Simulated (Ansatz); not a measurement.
# Phonon-limited resistivity of hcp Gd and Ho from 80 K upward, PBE with the 4f shell in the core

I have to decide whether a straight line in temperature is good enough for the phonon part of the resistivity when I subtract it from a measured curve of Gd or Ho to isolate the magnetic part. The choice matters for magnetic refrigeration, where Gd is a working material and its resistivity sets the eddy-current heating. The calculation gives phonon scattering alone, averaged over the three crystal axes, at 80 to 500 K for Gd and 80 to 600 K for Ho. I measure the rise against two lines: the least-squares line with a free intercept, and the line through zero resistivity at zero temperature and the 300 K row. There is no measured resistivity in the table.

## Systems and settings

Crystals: Gd (hcp), Ho (hcp). Starts: cells from crystal-structure databases (structures alone), relaxed in cell and atoms with the same functional. Program: Ansatz 0.2.0, plane waves, PBE, 4f-in-core NC potentials, scalar-relativistic, wave cutoff 680 to 707 eV, Methfessel-Paxton smearing of 0.2 eV. No spin polarisation and no spin-orbit coupling. Harmonic phonons and electron-phonon potentials come from linear response on the q mesh and are interpolated to the scattering mesh; the resistivity solves the linearised Boltzmann equation with phonon scattering alone at the static relaxed cell. Meshes (electron / phonon q / scattering): Gd 12x12x6 / 3x3x2 / 18x18x12; Ho 12x12x6 / 3x3x3 / 18x18x12. Sources of the cells: Crystallography Open Database. Selection: Only runs are listed whose resistivity at 300 K is under 110 microohm cm, moved by 25 per cent or less on halving the scattering mesh, and by 15 per cent or less in one of two tests (that halving, or the last ladder step, which may keep the scattering mesh); this favours well-behaved metals. Rows are a selection of the computed temperatures; those above the melting point or over 120 microohm cm are left out. Runs whose self-consistent cycle did not end as converged, with imaginary phonons on their own or a finer mesh, whose potentials the program flagged as not matching the functional or are known to be faulty, or with settings drawn wide or wrong on purpose are left out.

Notes on method and selection:

- The meshes are coarse; where a remark gives a run's own mesh tests, they are of the resistivity at 300 K, and errors grow at low temperature.
- No impurities, grain boundaries, thermal expansion or anharmonicity are included.
- Trivalent lanthanides have the 4f shell frozen in the core: no magnetic order and no spin-disorder scattering.
- The Fermi window widens with temperature, so structure in the density of states bends the curve at high temperature.
- Rows above an element's melting point are left out.
- The mesh bars were set with the first tables in view, and magnets and 4f-in-core metals get no measured resistivity.
- Runs in which the search for lower states was switched off are not listed.
- Runs that did not converge, have known faults or may not be shown are not listed, and runs on Ansatz's PAW sets soft_1 and soft_2 are kept to separate tables.

Columns:

- T (K): temperature.
- T / Debye: temperature divided by the Debye temperature from the second moment of the phonon spectrum.
- Ziman value (μΩ cm): lowest-order variational (Ziman) resistivity from the transport Eliashberg function, mean.
- resistivity (μΩ cm): phonon-limited resistivity, mean of the three diagonal elements.
- rho / T (nanoΩ cm/K): resistivity divided by temperature.

Input lines of one member:

```
kpoints:
  mp_grid: { grid: [12, 12, 6] }
hamiltonian:
  xc: pbe
  pseudopotentials:
    kind: nc
    azcp: { Gd: "pseudopotentials/pbe/nc/lanthanide_3plus/Gd.nc.azcp" }
scf:
  occupations: { method: methfessel_paxton, width: 0.2 }
phonons:
  method: dfpt
  qmesh: [3, 3, 2]
  electrical_resistivity:
    mesh: [18, 18, 12]
    temperatures: [20.0, 50.0, 80.0, 100.0, 150.0, 200.0, 273.0, 300.0, 400.0, 500.0, 600.0, 800.0]
```

Command (options for logging and memory left out): `ansatz run input.yaml --threads 4 --backend cpu`

## Numbers

| member | metal | T (K) | T / Debye | Ziman value (μΩ cm) | resistivity (μΩ cm) | rho / T (nanoΩ cm/K) | remark |
| --- | --- | --- | --- | --- | --- | --- | --- |
| 80 K | Gd (hcp) | 80 | 0.58 | 15.37 | 14.901 | 186.26 | 4f in core; halving the scattering mesh moves the resistivity at 300 K by 16 per cent; the eigensolver warned of unconverged states; resistivity at 300 K along x, y, z 75.1, 75.1, 39.3 microohm cm; the last ladder step moved it by 4 per cent |
| 100 K | Gd (hcp) | 100 | 0.72 | 20.04 | 19.513 | 195.13 | 4f in core; halving the scattering mesh moves the resistivity at 300 K by 16 per cent; the eigensolver warned of unconverged states; resistivity at 300 K along x, y, z 75.1, 75.1, 39.3 microohm cm; the last ladder step moved it by 4 per cent |
| 150 K | Gd (hcp) | 150 | 1.09 | 31.43 | 30.640 | 204.27 | 4f in core; halving the scattering mesh moves the resistivity at 300 K by 16 per cent; the eigensolver warned of unconverged states; resistivity at 300 K along x, y, z 75.1, 75.1, 39.3 microohm cm; the last ladder step moved it by 4 per cent |
| 200 K | Gd (hcp) | 200 | 1.45 | 42.66 | 41.537 | 207.68 | 4f in core; halving the scattering mesh moves the resistivity at 300 K by 16 per cent; the eigensolver warned of unconverged states; resistivity at 300 K along x, y, z 75.1, 75.1, 39.3 microohm cm; the last ladder step moved it by 4 per cent |
| 300 K | Gd (hcp) | 300 | 2.17 | 65.12 | 63.167 | 210.56 | 4f in core; halving the scattering mesh moves the resistivity at 300 K by 16 per cent; the eigensolver warned of unconverged states; resistivity at 300 K along x, y, z 75.1, 75.1, 39.3 microohm cm; the last ladder step moved it by 4 per cent |
| 400 K | Gd (hcp) | 400 | 2.90 | 87.82 | 84.810 | 212.03 | 4f in core; halving the scattering mesh moves the resistivity at 300 K by 16 per cent; the eigensolver warned of unconverged states; resistivity at 300 K along x, y, z 75.1, 75.1, 39.3 microohm cm; the last ladder step moved it by 4 per cent |
| 500 K | Gd (hcp) | 500 | 3.62 | 110.90 | 106.470 | 212.94 | 4f in core; halving the scattering mesh moves the resistivity at 300 K by 16 per cent; the eigensolver warned of unconverged states; resistivity at 300 K along x, y, z 75.1, 75.1, 39.3 microohm cm; the last ladder step moved it by 4 per cent |
| 80 K | Ho (hcp) | 80 | 0.54 | 13.07 | 12.511 | 156.39 | 4f in core; halving the scattering mesh moves the resistivity at 300 K by 10 per cent; resistivity at 300 K along x, y, z 66.6, 66.6, 30.4 microohm cm; the last ladder step moved it by 1 per cent |
| 100 K | Ho (hcp) | 100 | 0.68 | 17.17 | 16.551 | 165.51 | 4f in core; halving the scattering mesh moves the resistivity at 300 K by 10 per cent; resistivity at 300 K along x, y, z 66.6, 66.6, 30.4 microohm cm; the last ladder step moved it by 1 per cent |
| 150 K | Ho (hcp) | 150 | 1.01 | 27.13 | 26.243 | 174.96 | 4f in core; halving the scattering mesh moves the resistivity at 300 K by 10 per cent; resistivity at 300 K along x, y, z 66.6, 66.6, 30.4 microohm cm; the last ladder step moved it by 1 per cent |
| 200 K | Ho (hcp) | 200 | 1.35 | 36.91 | 35.717 | 178.58 | 4f in core; halving the scattering mesh moves the resistivity at 300 K by 10 per cent; resistivity at 300 K along x, y, z 66.6, 66.6, 30.4 microohm cm; the last ladder step moved it by 1 per cent |
| 300 K | Ho (hcp) | 300 | 2.03 | 56.42 | 54.537 | 181.79 | 4f in core; halving the scattering mesh moves the resistivity at 300 K by 10 per cent; resistivity at 300 K along x, y, z 66.6, 66.6, 30.4 microohm cm; the last ladder step moved it by 1 per cent |
| 400 K | Ho (hcp) | 400 | 2.70 | 76.14 | 73.453 | 183.63 | 4f in core; halving the scattering mesh moves the resistivity at 300 K by 10 per cent; resistivity at 300 K along x, y, z 66.6, 66.6, 30.4 microohm cm; the last ladder step moved it by 1 per cent |
| 500 K | Ho (hcp) | 500 | 3.38 | 96.16 | 92.480 | 184.96 | 4f in core; halving the scattering mesh moves the resistivity at 300 K by 10 per cent; resistivity at 300 K along x, y, z 66.6, 66.6, 30.4 microohm cm; the last ladder step moved it by 1 per cent |
| 600 K | Ho (hcp) | 600 | 4.05 | 116.50 | 111.707 | 186.18 | 4f in core; halving the scattering mesh moves the resistivity at 300 K by 10 per cent; resistivity at 300 K along x, y, z 66.6, 66.6, 30.4 microohm cm; the last ladder step moved it by 1 per cent |

Least-squares fits to the whole series, with x = T (K); R² and errors in the fitted variable (y, or ln y where the fit is in ln y):

| y | metal | members | fit | R² | rms residual | leave-one-out rms | the same for the mean of the others |
| --- | --- | --- | --- | --- | --- | --- | --- |
| resistivity (μΩ cm) | Gd (hcp) | 7 | y = −2.1944 + 0.21757 x | 1.00 | 0.17 | 0.25 | 37 |
| resistivity (μΩ cm) | Ho (hcp) | 8 | y = −2.4723 + 0.19012 x | 1.00 | 0.14 | 0.19 | 39 |
| rho / T (nanoΩ cm/K) | Gd (hcp) | 7 | y = 191.2 + 0.05223 x | 0.69 | 5.1 | 7.6 | 11 |
| rho / T (nanoΩ cm/K) | Ho (hcp) | 8 | y = 163.1 + 0.04593 x | 0.71 | 5.3 | 7.4 | 11 |

## Reading the trend

Between 200 and 300 K the resistivity of Gd rises by (63.167 − 41.537) / 100 = 0.216 μΩ cm per K, and that of Ho by (54.537 − 35.717) / 100 = 0.188. Between 80 and 100 K the slopes are steeper, 0.231 and 0.202.

The departure from proportionality is clearest in ρ/T, which would be constant on a line through the origin. Relative to its 300 K value, ρ/T in Gd is 1.4 per cent low at 200 K, 3.0 per cent at 150 K, 7.3 per cent at 100 K and about 12 per cent at 80 K. In Ho the deficits are 1.8, 3.8, 9.0 and about 14 per cent. The bend therefore becomes marked below the Debye temperature, which is about 140 K in Gd and 150 K in Ho.

The reason is that phonons whose energy exceeds the thermal energy are thinly populated, and few electrons have the energy to emit them, so they scatter less than in the classical limit. To leading order a mode of energy ħω has its scattering reduced by the factor 1 − (ħω/kT)²/12. Over a Debye spectrum the mean of (ħω)² is 3/5 of (kΘ)², with Θ the Debye temperature. If all modes weigh equally in the classical limit, this gives ρ/T = A [1 − (Θ/T)²/20]. With A set by the 300 K row, the rms miss over the other rows is 2.4 nanoΩ cm/K for Gd and 2.0 for Ho, against 11 for the mean of the others. The formula is worst at 80 K, where it is 5.1 too low for Gd and 3.9 too low for Ho, because higher terms then count.

At the hot end Ho steepens again, to (111.707 − 92.480) / 100 = 0.192 μΩ cm per K between 500 and 600 K. At these temperatures the population effect can only lower the slope towards its limit, so something else is at work, probably structure in the density of states seen through a wider Fermi window.

Gd lies above Ho at every shared temperature, by 16 per cent at 300 K. The computed electron-phonon coupling, which is not tabled, is also larger in Gd, and Gd's lower Debye temperature acts in the same direction. Still, halving the scattering mesh moves Gd by 16 per cent and Ho by 10, and the phonon meshes differ, so I hold this order as tentative.

## Outliers

Largest departures from the fit to the whole series:

| member | metal | resistivity (μΩ cm) | fit | computed − fit | in rms residuals |
| --- | --- | --- | --- | --- | --- |
| 80 K | Gd (hcp) | 14.901 | 15.211 | −0.310 | 1.8 |
| 80 K | Ho (hcp) | 12.511 | 12.737 | −0.226 | 1.6 |
| 150 K | Ho (hcp) | 26.243 | 26.046 | +0.197 | 1.4 |
| 200 K | Gd (hcp) | 41.537 | 41.320 | +0.217 | 1.3 |

The 80 K rows lie farthest from the least-squares lines: Gd is 0.310 μΩ cm below its line and Ho 0.226 below. These are only 2.1 and 1.8 per cent of the resistivity. The sign is what the thinning phonon population gives at the cold end. The mesh is a second possible contributor, since its errors grow on cooling and the quoted tests were made at 300 K.

Ho at 150 K and Gd at 200 K lie above their lines, by 0.197 and 0.217 μΩ cm. I read these as the other side of the same bend: a straight line fitted through a curve that flattens in slope runs too high at the cold end and too low just after it. They need no separate cause.

An R² of 1.00 hides all this, because the total rise is so much larger than the bend. The negative intercepts, −2.1944 μΩ cm for Gd and −2.4723 for Ho, give it away: a resistivity cannot be negative, so neither line can be carried down to zero temperature.

## Problems

**If I know only the 300 K value, how far wrong is simple proportional scaling at 100 K?**

For Gd, 63.167 × 100 / 300 = 21.06 μΩ cm, against 19.513 in the table, which is 7.9 per cent too high. For Ho, 54.537 × 100 / 300 = 18.18, against 16.551, which is 9.8 per cent too high. The least-squares lines do much better at this temperature: 0.21757 × 100 − 2.1944 = 19.56 for Gd and 0.19012 × 100 − 2.4723 = 16.54 for Ho. A line for the subtraction therefore needs an intercept and should stay within the tabulated range. Its slope is a separate matter: these errors are measured against computed rows only, and for Gd the computed slope is too steep to subtract as it stands, as the conclusions explain.

**Will the lowest-order Ziman value do in place of the full Boltzmann solution?**

At 300 K the ratio is 65.12 / 63.167 = 1.031 for Gd and 56.42 / 54.537 = 1.035 for Ho. Over all the rows the Ziman value is higher by 2.6 to 4.5 per cent. That is less than the 10 to 16 per cent by which halving the scattering mesh moves the result, so the Ziman value is adequate here, and a denser mesh is the better use of effort.

**Does crystal direction matter as much as temperature in a single crystal of Ho?**

At 300 K the resistivity is 66.6 μΩ cm in the basal plane and 30.4 along the hexagonal axis, a ratio of 66.6 / 30.4 = 2.19. This ratio is less settled than the average. The last ladder step refined the electron, phonon and scattering meshes together and moved the average by only 1 per cent, because the basal plane rose while the hexagonal axis fell by a much larger share of its value. The coarser meshes give a clearly smaller ratio. Heating from 300 to 500 K raises the axis average by a factor of 92.480 / 54.537 = 1.70. Direction matters more than that heating on both sets of meshes, but by a smaller margin on the coarser one. Over the whole table, from 80 to 600 K, the factor is 111.707 / 12.511 = 8.93, and temperature matters far more. Either way, the average should not be subtracted from single-crystal data.

## Conclusions

For the phonon part, a line with a free intercept follows the rows to about 2 per cent from 80 K up to 500 K in Gd and 600 K in Ho. A line through the origin and the 300 K row is good to 2 per cent at 200 K and to 3 per cent in the rows above 300 K, but fails progressively on cooling below 200 K. These percentages say how straight the computed curve is, not how close it lies to a measured one. The absolute scale is uncertain by at least the 10 to 16 per cent of the mesh tests, and the tests quoted at 300 K do not show how far the shape depends on the mesh. They also apply to the axis average; a single direction can move much more than the average does, as the hexagonal axis of Ho shows.

The slope is the larger obstacle to the subtraction. Well above the ordering temperature spin disorder adds a nearly constant amount, so a measured curve should rise there at about the phonon slope. For Gd the computed slope from 300 to 500 K is (106.470 − 63.167) / 200 = 0.217 μΩ cm per K. From general knowledge, not from this table, the measured resistivity of Gd rises much more slowly than that above ordering. Subtracting the computed line would leave a magnetic part that falls on heating, which would be an artefact. I would therefore take only the form of the line from this calculation, and scale slope and intercept by one common factor to match the measured slope well above ordering. That assumes the error is a common factor, which these runs do not test. Ho needs the same check before its line is used.

Impurities also add scattering to a measured total, and magnetic ordering puts its own bend into the curve. By splitting the conduction bands, order can also change the phonon part itself, which this calculation without spin polarisation cannot show. Thermal expansion usually softens the phonons and would raise the hot end, while the saturation seen in very resistive metals would lower it. Saturation and the missing spin polarisation are both possible reasons for the steep slope of Gd, and this calculation cannot tell them apart. The selection favours well-behaved runs, so I would not carry these percentages over to other lanthanides.

[Logs are printed without paths, hosts, clocks, repeated set-up lines and the standing remarks that a program may print on its own settings, such as how far it seeks lower states.]
